**Q:** I have the five lowest singlet excitations of the octahedral anion PF₆⁻, computed with time-dependent PBE. Three coincide, then two follow that look quite different. The leading pair weight drops from 1 to about a third and then recovers to about a half. Is the single-reference description breaking down in row 4?

The five lowest singlet excitations of PF₆⁻, computed with PySCF 2.14.0 using linear-response time-dependent DFT in the Tamm–Dancoff approximation, with the PBE functional and the aug-cc-pVDZ basis, at the GFN2-xTB geometry. The pair weights refer to natural transition orbitals.

```csv
row,excitation energy (eV),oscillator strength,leading pair weight,hole electron distance (Å),hole electron overlap
1,7.324,0.000,1.000,0.001,0.267
2,7.324,0.000,1.000,0.001,0.267
3,7.324,0.000,1.000,0.002,0.268
4,7.771,0.000,0.357,0.000,0.233
5,7.775,0.000,0.518,0.000,0.195
```

**A:** Look first at what that weight measures. Each excitation can be written as a sum of pairs, each made of a hole orbital that the electron leaves and an orbital that it enters, and the column gives the share of the largest pair. In row 4 the three shares are 0.357, 0.328 and 0.315, and in row 5 two pairs take 0.518 and 0.480. All these pairs are single excitations from the same reference, so a division among them is no sign that the reference fails. Divisions as even as these point to symmetry instead. So ask which orbitals are equivalent here.

**Q:** The six fluorines are equivalent, so I would start with their lone pairs.

**A:** Yes, and rows 1 to 3 show how they combine. In each row the hole sits on four fluorines, with about 0.24 of it on each, and leaves the two on one F–P–F axis almost empty. The avoided axis is a different one in each row. These are three equivalent orbitals, one for each axis of the octahedron. The electron that leaves them is spread evenly over all six fluorines, as in an s-like orbital, so it doesn't matter which hole it came from. The three energies must then agree, and rows 1 to 3 are one threefold level.

**Q:** Then why don't rows 4 and 5 also come as single pairs?

**A:** Because there the electron enters p-like orbitals, and there are three of those as well, one along each axis. Three holes and three electron orbitals give nine products of nearly the same energy. The interaction between hole and electron mixes them, and the true states are the combinations that respect the octahedron. One combination pairs each hole with its own p-like orbital and treats all axes alike, so its three weights are 1/3 each. Others involve only two holes and two electron orbitals, with weights of 1/2 each. Row 4 is close to the first kind and row 5 to the second.

**Q:** Can I test that without fitting anything?

**A:** Predict where the hole of row 5 sits. Its largest share is on the axis of atom F6, which is the axis that the holes of rows 1 and 2 both occupy, so mix those two equally. For one fluorine on that axis, and for F1 on another, the averages are

$$\frac{0.240+0.239}{2}\approx 0.240,\qquad \frac{0.240+0.002}{2}=0.121 .$$

The calculation gives 0.238 and 0.123. Row 5 told us which two holes to choose, but its shares did not enter the averages. An equal mix of all three holes likewise predicts 0.161 on every fluorine in row 4, where the computed shares run from 0.155 to 0.165.

**Q:** So row 5 singles out an axis. How can an octahedron do that?

**A:** A single state can, provided that partners of the same energy restore the balance. Row 5 therefore belongs to a degenerate set that the limit of five roots has cut through. It should not be read as a lone level. The 4 meV between rows 4 and 5 separates two kinds of combination, and it is so small that a slight distortion of the octahedron can mix them. That is a likely reason why the weights in row 4 are not exactly 1/3.

**Q:** Does the same picture explain why row 5 has the smallest hole–electron overlap?

**A:** It accounts for the direction of the change from row 4, provided that the column compares the whole hole cloud with the whole electron cloud. In row 5 the hole is largest on the F6 axis, but the electron occupies p-like orbitals along the other two axes and puts only 0.051 on each fluorine of the F6 axis. The electron is equally extended in both rows, about 4.1 Å, so its size isn't the reason. In row 4 all axes are used alike and no such mismatch arises.

**Q:** How much of the drop does the mismatch account for?

**A:** For a rough estimate, take the square root of hole share times electron share on each atom and add these up. This overlap falls by 6% from row 4 to row 5, while the tabulated one falls by 16%. The estimate sees only how charge is divided among atoms, not its shape within them or how far it reaches. For that reason it fails for rows 1 to 3: it ranks them lowest, although the table has them highest. Their electron is more compact, 3.34 Å, which plausibly raises the true overlap.

**Q:** The hole–electron distance is practically zero throughout. Doesn't that mean that the excitations are local?

**A:** No, it compares only the centres of the two charge clouds. Inversion symmetry puts both centres on phosphorus, however far the electron spreads. The hole is almost entirely on fluorine, while the electron reaches well beyond the P–F distance of about 1.63 Å.

**Q:** And the oscillator strengths are all zero. Is that symmetry too?

**A:** Yes. The usual assignment of the top lone-pair set, which the atomic shares alone don't prove, makes these orbitals even under inversion. An s-like orbital is even as well, and light cannot connect even with even. With p-like orbitals inversion no longer forbids the transition, but a transition dipole is a vector and needs a direction. The combination in row 4 treats all axes alike and has none. Row 5 does have a pattern in space, but not that of a vector.

**Q:** Then may I quote 7.32 eV as the first excitation energy of the anion?

**A:** Not as a physical level. The highest filled orbital lies at −3.37 eV, so within PBE an electron is free once it has received 3.37 eV, and rows 1 to 3 lie 3.95 eV above that. Such an electron would leave, and it is probably the finite basis that holds it near the molecule here. Larger, more diffuse basis sets should then move these roots and add others below them. The step of 0.45 eV up to rows 4 and 5 is open to the same doubt.

**Q:** Yet 7.32 eV is almost exactly the gap between the highest filled and lowest empty orbital, 7.29 eV. Isn't that reassuring?

**A:** It shows how little the hole and the electron feel each other in this calculation. PBE lacks their long-range attraction, so the excitation energy stays close to the orbital gap. PBE also places the highest filled orbital too high, because an electron partly repels itself, and the real detachment energy is well above 3.37 eV. PF₆⁻ serves as a counter-ion in light-emitting electrochemical cells and doped polymers, but neither its optical window nor its resistance to oxidation should be read from these energies. What you can carry over is the counting: equivalent holes give equal energies when the electron orbital is single, and when it is degenerate too, symmetry can divide a state among several pairs, evenly or not, without any failure of the single reference.
